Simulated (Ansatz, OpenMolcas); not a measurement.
## C4H11P (tert-butylphosphine): methods side by side

C4H11P has 16 atoms, charge 0, and is taken as a singlet. SMILES: `CC(C)(C)P`. The coordinates come from a PBE0-D4/def2-TZVP relaxation. This is one conformer, not always the lowest.

Quantity: the HOMO–LUMO gap, in eV. The values are calculated.

```
                                level                    kind     program  value (eV)  CPU time
      HF/6-31G* (spherical functions)            Hartree–Fock  OpenMolcas       14.16      20 s
   SVWN5/6-31G* (spherical functions)                     LDA      Ansatz        5.71     7.7 s
     PBE/6-31G* (spherical functions)                     GGA  OpenMolcas        5.87   2.7 min
   M06-L/6-31G* (spherical functions)                meta-GGA  OpenMolcas        6.49   2.8 min
   BHLYP/6-31G* (spherical functions)           global hybrid      Ansatz       10.02      17 s
   HSE06/6-31G* (spherical functions)  range-separated hybrid      Ansatz        7.18      15 s
   wB97X/6-31G* (spherical functions)  range-separated hybrid      Ansatz       12.42      50 s
PBE-QIDH/6-31G* (spherical functions)           double hybrid      Ansatz       11.65      20 s
```

The values span 5.71 to 14.16 eV. Orbital gaps aren't excitation energies, and those of double hybrids come from the SCF part alone; they tend to grow with the share of exact exchange. Times are those of the runs behind each value, whatever else they computed, on shared processors of several kinds: orders of magnitude only.

Every method gives a wide gap, as expected for a saturated phosphine. The HOMO should be essentially the phosphorus lone pair, and with no π system the lowest empty orbital has to be σ* (P–H and P–C) or Rydberg-like in character. The size of the gap, however, depends strongly on the functional. The three semilocal functionals lie together between 5.71 and 6.49 eV, while the two range-separated hybrids are far apart, HSE06 at 7.18 eV and wB97X at 12.42 eV. The label "range-separated" therefore says little by itself, and the contrast probably arises because wB97X retains exact exchange at long range, where HSE06 screens it out.

The 6-31G* basis has no diffuse functions, so an empty level that is weakly bound or unbound is artificially compressed and pushed up. The larger gaps thus partly reflect basis-set confinement and are no evidence of a well-defined electron-accepting σ* orbital. The spread alone doesn't show which functional comes closest to the difference between ionisation energy and electron affinity.
